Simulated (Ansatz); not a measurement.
# Sn: pressure and energy above lowest point against volume scale

Results calculated with Ansatz 0.2.0, not measured. Free energy against uniform scaling of the volume at fixed shape and fractions; periodic cell, basis, potentials, k mesh and filling as listed.

The cell before it is scaled or strained (space group Im-3m, No. 229):
```
CELL_PARAMETERS angstrom
-1.89470 1.89470 1.89470
1.89470 -1.89470 1.89470
1.89470 1.89470 -1.89470
ATOMIC_POSITIONS crystal
Sn 0.00000 0.00000 0.00000
```

Settings of every row: functional PBEsol; dispersion none; potentials PAW; wave cutoff 462.59 eV; density cutoff 1850.4 eV; k mesh 11x11x11; k shift 0x0x0; occupations fermi dirac; smearing width 0.1 eV; spin none.

Limits: coarse k mesh, up to 40 meV an atom off; the cell comes from a prototype or a list of computed structures and needn't be the stable phase.

```
row  volume scale  V (Å³/atom)  pressure (GPa)  energy above lowest point (meV/atom)
  1          0.94       25.575            1.66                                   3.5
  2          0.96       26.119             0.4                                     0
  3          0.98       26.663           -0.72                                   0.6
  4             1       27.207           -1.71                                   4.7
  5          1.02       27.751               ?                                     ?
  6          1.04       28.295           -3.38                                  22.2
  7          1.06       28.839           -4.08                                  34.9
```

Question: what pressure and energy above lowest point should row 5 give?

Worked fit of pressure. Take u = (V_r/V)^(2/3) − 1 with V_r = 26.935 Å³ an atom, which is twice the finite (Eulerian) strain; such expansions in the strain, on which the Birch-Murnaghan equation of state is built, carry the rest volume and the bulk modulus. The shown rows have u = 0.03514, 0.02072, 0.00679, -0.00668, -0.03231, -0.04451. Least squares give pressure = −1.229 + 73.66 × u + 231.6 × u² + 352 × u³ GPa; a parabola predicts inner rows, each left out in turn, worse (root mean square 0.0071 against 0.0021 GPa). All shown rows lie on it to the printed digit. The pressure vanishes at u = 0.0159, or V = 26.31 Å³ an atom, and there the bulk modulus at fixed shape and fractions is B = −V dP/dV = (2/3)(1 + u) dP/du = 55 GPa. The withheld row has u = -0.0197, so the fit gives −1.229 + 73.66 × (-0.0197) + 231.6 × (-0.0197)² + 352 × (-0.0197)³ = -2.59 GPa.

The calculation gave -2.6 GPa. The fit lies 0.01 GPa (0.17 % of the column's range) above it, one unit of the last digit.

Worked fit of energy above lowest point. Take u = (V_r/V)^(2/3) − 1 with V_r = 26.935 Å³ an atom, which is twice the finite (Eulerian) strain; such expansions in the strain, on which the Birch-Murnaghan equation of state is built, carry the rest volume and the bulk modulus. The shown rows have u = 0.03514, 0.02072, 0.00679, -0.00668, -0.03231, -0.04451. Least squares give energy above lowest point = 2.22 − 308.2 × u + 9701 × u² + 2894 × u³ meV/atom; a parabola predicts inner rows, each left out in turn, worse (root mean square 0.058 against 0.035 meV/atom). All shown rows lie on it to the printed digit. Its lowest point lies at u = 0.0158, or V = 26.31 Å³ an atom, and the curvature there gives the bulk modulus at fixed shape and fractions, B = (4/9)(1 + u)² E″(u)/V = 54.9 GPa. The withheld row has u = -0.0197, so the fit gives 2.22 − 308.2 × (-0.0197) + 9701 × (-0.0197)² + 2894 × (-0.0197)³ = 12.0 meV/atom.

The calculation gave 12.1 meV/atom. The fit lies 0.1 meV/atom (0.29 % of the column's range) below it, one unit of the last digit.
